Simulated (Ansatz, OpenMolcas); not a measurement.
# A small benchmark: dipole moment

7 molecules with halogens; the dipole moment in D, computed less measured. Shapes, held fixed at every level: PBE0-D4/def2-TZVP. No vibrational averaging. Dipoles are compared by magnitude; molecules under 1 D, whose direction can flip, are left out. Programs: Ansatz 0.2.0, OpenMolcas 26.06. A level may come from different programs for different species; with the same settings they agree closely. Measured values: NIST CCCBDB.

Levels: A = HF/STO-3G; B = BLYP/aug-cc-pVDZ; C = M06-2X/aug-cc-pVDZ; D = wB97M-V/def2-TZVPP.

```tsv
molecule	measured	A	B	C	D
CH2Cl2 (dichloromethane)	1.60	+0.58	+0.01	+0.10	+0.03
CH2ClF (chlorofluoromethane)	1.82	+0.27	-0.08	+0.05	-0.04
CH2F2 (difluoromethane)	1.97	-0.70	-0.16	0.00	-0.11
CHBrF2 (bromodifluoromethane)	1.50	-0.16	-0.18	-0.05	-0.13
C2H2F2 (SMILES C=C(F)F)	1.38	-0.77	-0.26	-0.05	-0.24
C2H3Br (SMILES C=CBr)	1.42	-0.02	-0.07	+0.14	+0.05
C2H5F (SMILES CCF)	1.96	-0.73	-0.11	-0.01	-0.09
```

Q: Which level does best on this set, which worst, and which err to one side?

A: 
```
             level                    kind  mean error  mean absolute error  worst case
         HF/STO-3G            Hartree–Fock      -0.219                0.461      C2H2F2
  BLYP/aug-cc-pVDZ                     GGA      -0.121                0.124      C2H2F2
M06-2X/aug-cc-pVDZ           global hybrid      +0.026                0.057      C2H3Br
wB97M-V/def2-TZVPP  range-separated hybrid      -0.076                0.099      C2H2F2
```

On this set M06-2X/aug-cc-pVDZ has the smallest mean absolute error and HF/STO-3G the largest. HF/STO-3G is too low in 5 of 7; BLYP/aug-cc-pVDZ is too low in 6 of 7; wB97M-V/def2-TZVPP is too low in 5 of 7. The levels differ in basis as well as in method. Relativity is left out for Br. The set is small.

The errors follow the halogen more than the overall polarity. From dichloromethane through chlorofluoromethane to difluoromethane they shift downward at every level, and with HF/STO-3G they change sign, from +0.58 to -0.70 D. A minimal basis gives the density little freedom to polarise and describes the compact fluorine 2p shell and the more diffuse chlorine 3p shell unevenly, so C–F bonds probably come out too weakly polar and C–Cl bonds too polar. Its near-exact value for bromoethene is therefore more likely cancellation than accuracy. In 1,1-difluoroethene, π donation from the fluorine lone pairs opposes the σ withdrawal, so the net moment is sensitive to the balance between them; all four levels fall short there, M06-2X only slightly. The lead of M06-2X over wB97M-V comes from the three molecules with fluorine as the only halogen and from bromodifluoromethane; wB97M-V is closer for the other three. The ranking thus reflects the fluorine-rich selection and doesn't establish a general advantage for halogenated molecules.
